\textbf{Student.} I want the Wu--Cohen exchange energy on the flanks of the MgO interstitial, where I assume $s$ reaches about 1. The closed form needs an exponential and a logarithm at every grid point. Why not use the expansion through $s^4$?

\textbf{Lecturer.} Derive it first. For a spin-unpolarised density $n$, with $k_F=(3\pi^2n)^{1/3}$ and $p=s^2=|\nabla n|^2/(2k_Fn)^2$, Wu and Cohen (2006) multiply the LDA exchange energy density by
\begin{align}
F&=1+\kappa-\frac{\kappa}{1+x/\kappa},\\
x&=ap+bp\,e^{-p}+\ln(1+cp^2),
\end{align}
with $a=10/81$, $b=\mu-a$, the PBE values $\kappa=0.804$ and $\mu=0.219515$, and $c=0.0079375$. Then $b=0.09606$ and $x=\mu p+(c-b)p^2+\dots$. Since $F=1+x-x^2/\kappa+\dots$,
\begin{equation}
F=1+\mu p+\Big[c-b-\frac{\mu^2}{\kappa}\Big]p^2+O(p^3).
\end{equation}
The bracket is $-0.08812-0.05993=-0.14805$.

\textbf{Student.} But $c$ was meant to reproduce the fourth-order gradient expansion.

\textbf{Lecturer.} That expansion is $1+\frac{10}{81}p+\frac{146}{2025}q^2-\frac{73}{405}pq$, with $q=\nabla^2n/(4k_F^2n)$ and the pure $p^2$ coefficient set to its numerical estimate, zero. Putting $q=2p/3$ gives the target
\begin{equation}
\frac{146}{2025}\cdot\frac49-\frac{73}{405}\cdot\frac23=-0.08812 .
\end{equation}
That equals $c-b$, so $x$ was matched and the term $-\mu^2/\kappa$ was left out. Matching $F$ would need $c'=0.06787$. The $p$ term is $\mu$, which is $1.78$ times $10/81$.

\textbf{Student.} Still, it is the series of the functional as defined. How good is it?

\textbf{Lecturer.} Take a spherical shell with $n=A/r^3$ and $A$ dimensionless. Then $|\nabla n|/n=3/r$ and $\nabla^2n/n=6/r^2$, while $k_F\propto1/r$. Hence $s=3/[2(3\pi^2A)^{1/3}]$ is constant and $q=2p/3$ exactly. $F$ leaves the integral:
\begin{equation}
E_x=F(p)\,E_{\rm LDA},\qquad E_{\rm LDA}=-\frac34\Big(\frac3\pi\Big)^{1/3}\frac{e^2}{4\pi\varepsilon_0}\,4\pi A^{4/3}\Big(\frac1{r_1}-\frac1{r_2}\Big).
\end{equation}
For $s=1$, $A=9/(8\pi^2)=0.1140$. With assumed radii $r_1=0.10$~nm and $r_2=0.18$~nm about an oxygen ion, $E_{\rm LDA}=-5.26\times10^{-19}$~J. The closed form gives $x(1)=0.16670$, $F(1)=1.13807$ and $E_x=-5.99\times10^{-19}$~J. This is the exact value of the functional on the model, not the exact exchange energy of those electrons. Your quartic gives $1.07146$ and misses by $3.5\times10^{-20}$~J, about half of the gradient correction.

\textbf{Student.} With constant $s$ I would store one number and be done.

\textbf{Lecturer.} A routine must serve every $A$ with $s\le1$. So define $\epsilon=\max_{0\le p\le1}|F_{\rm approx}-F|$, which bounds the deviation of $E_x$ relative to $|E_{\rm LDA}|$. Count each addition, multiplication, division or floor as one operation, per grid point. Total work is that count times the number of points, and the stored numbers do not depend on the grid.

\textbf{Student.} Then I add terms.

\textbf{Lecturer.} Degree $N$ in $p$ by Horner's rule costs $2N$ operations and $N+1$ numbers. The coefficients of $1/(1+u)$, with $u=x/\kappa=\sum u_kp^k$, follow once from $g_0=1$, $g_n=-\sum_{k=1}^nu_kg_{n-k}$, in $N(N+1)/2$ multiplications. Convergence is set by the nearest singularity. The denominator $\kappa+x$ vanishes at $p=-R$ with $R=1.4921$, and a contour count shows no other zero in $|p|<2.5$. The pole term of $F$ is $-B/(p+R)$, with $B=\kappa^2/x'(-R)=0.5551$. Summing its geometric tail,
\begin{equation}
F-T_N\simeq-\frac{B}{R+p}\Big(-\frac pR\Big)^{N+1},\qquad \epsilon_T\simeq0.2227\,R^{-(N+1)},
\end{equation}
the maximum lying at $p=1$. A decade costs $2\ln10/\ln R=11.5$ operations, and beyond $s=\sqrt R=1.22$ the series diverges.

\textbf{Student.} A pole at imaginary $s$ is unphysical. Why should it hurt me?

\textbf{Lecturer.} A Taylor series converges in a disc, and the pole limits the disc. A Chebyshev series converges in an ellipse around the interval you use. Set $p=(1+t)/2$, so that $p+R=(t+z)/2$ with $z=2R+1$, and use
\begin{equation}
\frac1{t+z}=\frac{2}{\sqrt{z^2-1}}\Big[\frac12+\sum_{k\ge1}\Big(-\frac1\rho\Big)^kT_k(t)\Big],\qquad\rho=z+\sqrt{z^2-1}=7.84 ,
\end{equation}
where $T_k(t)$ are now Chebyshev polynomials. The coefficients of $F$ alternate in sign like those of the pole term, so the whole tail adds at $t=-1$, where $T_k=(-1)^k$:
\begin{equation}
\epsilon_C\simeq\frac{4B}{\sqrt{z^2-1}}\,\frac{\rho^{-(N+1)}}{1-1/\rho}=0.660\,\rho^{-(N+1)} .
\end{equation}
Rewritten once in powers of $p$, it also costs $2N$ operations and $N+1$ numbers, but a decade now costs $2.24$ operations, $\ln\rho/\ln R=5.1$ times fewer.

\textbf{Student.} And a lookup table?

\textbf{Lecturer.} Store $M+1$ values at spacing $1/M$ and interpolate linearly. Scale, floor, fractional part, difference, product and sum make 6 operations for any $M$. The remainder obeys $\epsilon_L\le\max|F''|/(8M^2)$. Here $|F''|$ is largest at $p=0$, where it is twice $0.14805$, so $\epsilon_L\le0.0370/M^2$. A decade costs no work and a factor $\sqrt{10}=3.16$ in memory. Sized by this bound, $10^{-4}$ needs $M=20$ and $10^{-6}$ needs $M=193$. The Taylor estimate gives $N=7$, $19$ and $30$ for $10^{-2}$, $10^{-4}$ and $10^{-6}$. The deviations below are computed from the full $F$: Taylor at $p=1$, Chebyshev at $p=0$, lookup at the midpoint of the first interval, which gives the maximum to these figures.

\begin{center}
\begin{tabular}{lrrr}
\hline
method & operations & numbers & $\epsilon$\\
\hline
Taylor $N=2$ & 4 & 3 & $6.7\times10^{-2}$\\
Taylor $N=7$ & 14 & 8 & $9.1\times10^{-3}$\\
Taylor $N=19$ & 38 & 20 & $7.4\times10^{-5}$\\
Taylor $N=30$ & 60 & 31 & $9.1\times10^{-7}$\\
Chebyshev $N=1$ & 2 & 2 & $8.4\times10^{-3}$\\
Chebyshev $N=2$ & 4 & 3 & $1.3\times10^{-3}$\\
Chebyshev $N=3$ & 6 & 4 & $1.8\times10^{-4}$\\
Chebyshev $N=4$ & 8 & 5 & $2.3\times10^{-5}$\\
Chebyshev $N=5$ & 10 & 6 & $2.8\times10^{-6}$\\
Chebyshev $N=6$ & 12 & 7 & $3.6\times10^{-7}$\\
lookup $M=8$ & 6 & 9 & $5.0\times10^{-4}$\\
lookup $M=20$ & 6 & 21 & $8.7\times10^{-5}$\\
lookup $M=193$ & 6 & 194 & $9.9\times10^{-7}$\\
\hline
\end{tabular}
\end{center}

The pole estimate for Chebyshev $N=4$ is $2.2\times10^{-5}$; the remainder comes from more distant singularities.

\textbf{Student.} A straight line beats Taylor $N=7$?

\textbf{Lecturer.} On this interval, yes. For $\epsilon\le10^{-2}$ take Chebyshev $N=1$. For $10^{-3}$, $N=2$ just fails; $N=3$ ties with lookup at 6 operations and stores less. For $10^{-4}$, lookup $M=20$ has the lowest count, but Chebyshev $N=4$ costs only $1.3$ times more and the table stores $4.2$ times as many numbers. For $10^{-6}$, lookup halves the work of $N=6$, at 194 numbers against 7. Now budgets. With 6 operations and 9 numbers, Chebyshev $N=3$ beats lookup $M=8$. With 6 operations and 194 numbers, lookup $M=193$ wins. With 12 operations and 9 numbers, take $N=6$.

\textbf{Student.} You dropped the closed form.

\textbf{Lecturer.} Write $x=p(a+be^{-p})+\ln(1+cp^2)$ and $F=(1+\kappa)-\kappa^2/(\kappa+x)$. That is 10 operations, the sign change uncounted, plus two transcendental calls of $W$ operations each. It exceeds the 12 of $N=6$ whenever $W>1$. In return it holds for all $s$ and keeps $F(0)=1$, which Chebyshev violates by $\epsilon_C$. The polynomial fits and the table hold only on $[0,1]$, and a self-consistent potential also needs $dF/dp$, which I have not priced.

\textbf{Student.} Which accuracy does MgO call for?

\textbf{Lecturer.} A crude yardstick is the elastic energy of a 1\% volume change. The compiled values $C_{11}=306$~GPa and $C_{12}=95$~GPa (R\aa sander 2015) give $B_0=(C_{11}+2C_{12})/3=165$~GPa. A typical lattice constant of $0.421$~nm gives $V=1.87\times10^{-29}$~m$^3$ per formula unit, so $\frac12B_0V(0.01)^2=1.5\times10^{-22}$~J, or $2.9\times10^{-4}$ of the model's $|E_{\rm LDA}|$. It is crude because only the volume dependence of a deviation moves a lattice constant. The model is also too dilute: its density at $r_2$ is $2.0\times10^{28}$~m$^{-3}$, and typical interstitial densities in MgO are roughly three times higher. Since the energy density scales as $n^{4/3}$, the tolerance tightens by $4.3$, to about $7\times10^{-5}$. Chebyshev $N=4$ meets that, and lookup $M=20$ narrowly does not.

\textbf{Student.} So $N=4$ gives me the right exchange to five digits.

\textbf{Lecturer.} It gives the right Wu--Cohen value to about $2\times10^{-5}$. Replacing $c$ by $c'$ moves $F(1)$ to $1.1755$, a shift of $0.037$, larger than every entry in the table except your quartic. Nor is $c'$ simply correct. The $p$ term is still not $10/81$, and the target depends on geometry: a planar profile $n\propto(1+\zeta/\ell)^{-3}$ along a coordinate $\zeta$ also has constant $s$ but $q=4p/3$, which makes the target $-0.112$. A function of $s$ alone cannot tell that slab from our shell, so no single $c$ matches both.